Squeezing a polar crystal brings its charged atoms closer together, so the electric fields that they set up when they vibrate ought to grow stronger. In boron phosphide this should push the longitudinal optical mode further above the transverse one. The push is there, and it is large. Closer packing is nevertheless the wrong explanation for it.

Zincblende BP, relaxed under pressure (−3 GPa at 11.52 Å³) or scaled from its rest volume; Ansatz 0.2.0, plane-wave PAW, scalar-relativistic LDA, 420 eV cutoff, Gamma-centred k meshes. Zone-centre optical phonons are from linear response, with the long-range field only in the longitudinal frequency. Dielectric constants and Born charges are means of the tensor diagonal. Both presuppose an insulator; every row has a gap of about 1 eV or more on its k mesh, though a band crossing between the sampled points could be missed.

```csv
volume per atom (Å³),applied pressure (GPa),k mesh,volume over rest,lowest phonon frequency (cm⁻¹),highest longitudinal frequency (cm⁻¹),dielectric clamped,dielectric relaxed,"Born charge first, site B (e)"
10.21,22,12×12×12,none,909.7,926.9,9.17,9.52,-0.98
10.29,20,12×12×12,none,902.5,918.8,9.17,9.50,-0.95
10.65,12,10×10×10,none,872.4,885.0,9.17,9.43,-0.84
10.70,11,10×10×10,none,868.4,880.6,9.17,9.43,-0.82
11.02,5,10×10×10,none,843.4,852.9,9.17,9.38,-0.73
11.09,n/a,10×10×10,0.98,837.6,846.5,9.17,9.37,-0.71
11.32,0,10×10×10,none,820.7,828.1,9.18,9.35,-0.64
11.52,n/a,10×10×10,none,806.2,812.3,9.19,9.33,-0.58
11.54,n/a,10×10×10,1.02,804.5,810.4,9.19,9.33,-0.58
```

The top row, at 22 GPa, has the densest crystal. Its "lowest phonon frequency" is the transverse optical mode, $\omega_{TO}$, in which boron and phosphorus move against each other without a long-range field. The longitudinal mode, $\omega_{LO}$, includes that field and lies 17.2 cm⁻¹ higher. Down the table the crystal expands and this splitting shrinks at every step, to 7.4 cm⁻¹ in the row at rest, 11.32 Å³ per atom.

The field acts as an extra spring for the longitudinal mode. Displacing the atoms produces a polarisation proportional to the Born charge $Z$, which is the dipole created per unit of displacement, and to the number of atom pairs per volume. The electrons weaken the resulting field by the clamped dielectric constant $\varepsilon$, and the field pulls back on the same charge $Z$. The spring constant is proportional to the squared frequency, so with $V$ the volume per atom

$$\omega_{LO}^2-\omega_{TO}^2\propto\frac{Z^2}{V\varepsilon},\qquad \omega_{LO}-\omega_{TO}\propto\frac{Z^2}{V\varepsilon\,(\omega_{LO}+\omega_{TO})}.$$

Both frequencies rise under pressure, so softer bonds are ruled out as a cause. Three things could still widen the splitting: denser packing, weaker screening by the electrons, or a larger charge.

Take first the limiting case in which the crystal is compressed while its charge and screening keep their values at rest. Going from the row at rest to the top row, the splitting becomes

$$7.4\times\frac{11.32}{10.21}\times\frac{828.1+820.7}{926.9+909.7}\approx 7.4\ \text{cm}^{-1}.$$

The denser packing strengthens the extra spring by 11 %, but the bonds have stiffened as well. The same extra spring shifts a stiff oscillator less than a soft one, and the gain is lost.

This cancellation holds throughout the table. A straight line through the logarithms of transverse frequency and volume in all nine rows gives a Grüneisen parameter of 1.00, which means that, for small changes, the frequency rises by the same percentage as the volume falls. For fixed charge and screening, the formula makes the splitting vary as $V^{\gamma-1}$, where $\gamma$ is that parameter. With $\gamma$ near one, packing and stiffening together leave the splitting where it was; in a crystal with a larger $\gamma$, the stiffening would win and the splitting would shrink under pressure.

Screening fares no better as an explanation. The clamped dielectric constant is 9.17 in the top row and 9.18 at rest, a difference smaller than its numerical uncertainty. The electrons weaken the field equally well in both.

That leaves the charge. The Born charge of boron goes from −0.64 e at rest to −0.98 e in the top row, and it enters squared: once because it creates the field and once because it feels it. The estimate above then becomes

$$7.4\times\left(\frac{0.98}{0.64}\right)^2\approx 17.4\ \text{cm}^{-1},$$

close to the 17.2 cm⁻¹ in the table. The row at rest sets the scale here; the top row supplies its charge, its volume and the sum of its two frequencies, but not its splitting. The agreement is no test of the formula, because the calculation obtains the longitudinal frequency from these same charges and dielectric constants. It does show which of the three ingredients widens the splitting.

The static dielectric response follows the same charge; it is tied to the splitting by the Lyddane–Sachs–Teller relation, so it shows the same fact from another side and adds no separate evidence. The relaxed dielectric constant exceeds the clamped one by the amount that the moving atoms contribute. A stiffer lattice with fixed charge would contribute less, about 0.15 in the top row against 0.17 at rest. The table gives 0.35, so the compressed crystal polarises more easily although its bonds are stiffer.

The last two rows are slightly expanded, and there the argument runs backwards. At 11.54 Å³ the charge has shrunk to −0.58 e and the splitting to 5.9 cm⁻¹. This end of the table matters for comparison with a real sample, since LDA tends to make crystals somewhat too dense, and the calculation leaves out the zero-point and thermal motion that usually expands them. Too small a volume by itself makes the splitting calculated at rest too large. Other errors of the functional, and the use of PAW datasets made for PBE, may act in either direction.

Why the charge grows is less certain. Its sign is already unusual, since boron responds as if it were the negative atom. In the bond-orbital picture, a perfectly even sharing of the bonds gives boron four electrons against a core charge of three, hence −1 e. In this picture, bonds between orbitals of equal energy stay evenly shared when the atoms move, so the Born charge in this limit is −1 e as well. Shorter bonds overlap more and share more evenly, which moves the charge in the direction seen. The size does not fit, however. If the coupling between neighbouring orbitals grows as the inverse square of the bond length and the orbital energies stay fixed, the departure of the charge from −1 e shrinks as the square of the bond length. With that departure set to its value at rest, 0.36 e, a bond shortened by 3.4 % changes the charge by only about two hundredths of an electron charge, less than a tenth of what the table shows. The shape does not count against overlap: over this range the same law makes the charge change almost evenly with volume, much as it does in the table. It is the size that shows overlap alone, under these assumptions, to be too weak. A relative shift of the boron and phosphorus energy levels may supply the rest, or the picture may be too simple; the table cannot decide between these two.

The output below compares the splitting for fixed and for changing charge, row by row, with the row at rest as reference.

Numerical output:

```
Splitting in cm-1 and lattice part of the dielectric constant:
    row  splitting  splitting with fixed charge  splitting with changing charge  lattice part  lattice part with fixed charge
  10.21       17.2                        7.413                           17.29          0.35                          0.1534
  10.29       16.3                        7.414                           16.26          0.33                          0.1547
  10.65       12.6                        7.409                           12.73          0.26                          0.1599
   10.7       12.2                        7.409                           12.13          0.26                          0.1606
  11.02        9.5                        7.406                           9.623          0.21                          0.1654
  11.09        8.9                         7.41                            9.11           0.2                          0.1666
  11.32        7.4                          7.4                             7.4          0.17                            0.17
  11.52        6.1                        7.394                           6.077          0.14                          0.1731
  11.54        5.9                        7.396                            6.08          0.14                          0.1735
fit of log(tofreq) on 9 rows: constant 9.139 +/- 0.0065, coefficient of log(v) -1.001 +/- 0.0027; rms 0.000309, worst 11.02 -0.000558, leave-one-out rms 0.000403
Grueneisen parameter of the transverse mode: 1.001
Splitting at 22 GPa over splitting at rest: 2.324
Factor from the Born charge squared: 2.345
Factor from the denser packing: 1.109
Factor from the clamped dielectric constant: 1.001
Factor from the larger frequency sum: 0.8977
Packing and frequency factors multiplied: 0.9953
Lattice part at 22 GPa over lattice part at rest: 2.059
The same ratio with fixed charge: 0.9024
Shortening of the bond from rest to 22 GPa in percent: 3.382
Change of the boron Born charge from rest to 22 GPa in e: -0.34
Change expected from greater overlap alone in e: -0.02394
Largest miss of the splitting with changing charge in cm-1: 0.2101
```
